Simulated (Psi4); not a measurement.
## BPH3F3 (SMILES [BH3-][P+](F)(F)F): the HOMO–LUMO gap, rung by rung

The species is BPH3F3 (8 atoms), meant as a singlet with charge 0. As SMILES, `[BH3-][P+](F)(F)F`. Geometry: optimised at PBE0/def2-TZVP.

Each level gives the HOMO–LUMO gap (eV). The values are calculated.

```csv
level,kind,program,value (eV),CPU time
PBE-D4/def2-TZVPP (density fitting),GGA,Psi4,7.47,34 s
r2SCAN-D4/def2-TZVPP (density fitting),meta-GGA,Psi4,8.14,75 s
B3LYP-D4/def2-TZVPP (density fitting),global hybrid,Psi4,9.41,30 s
PBE0-D4/def2-TZVPP (density fitting),global hybrid,Psi4,9.86,31 s
wB97M-V/def2-TZVPP (density fitting),range-separated hybrid,Psi4,14.32,89 s
```

The values span 7.47 to 14.32 eV. Orbital gaps aren't excitation energies; they tend to grow with the share of exact exchange. Times are those of the runs behind each value, whatever else they computed, on shared processors of several kinds: orders of magnitude only.

The gap widens at every step from PBE to ωB97M-V, and even the smallest value, 7.47 eV, is large. That fits a saturated donor–acceptor adduct: the phosphorus lone pair fills the boron p orbital that makes free borane a strong Lewis acid, leaving no low-lying acceptor level on boron. The HOMO is probably mainly B–H bonding in character, and the lowest valence acceptor orbitals are expected to be P–F antibonding.

The largest step, from 9.86 eV with PBE0 to 14.32 eV with ωB97M-V, probably reflects full exact exchange at long range, which lowers the occupied levels and raises the empty ones. The ωB97M-V gap is therefore better read as an estimate of ionisation energy minus electron affinity, whereas the PBE gap should fall well below that difference. If the molecule doesn't bind an extra electron, the LUMO partly represents a discretised continuum, and its energy would fall with added diffuse functions, so the largest gap needn't be converged with respect to the basis.
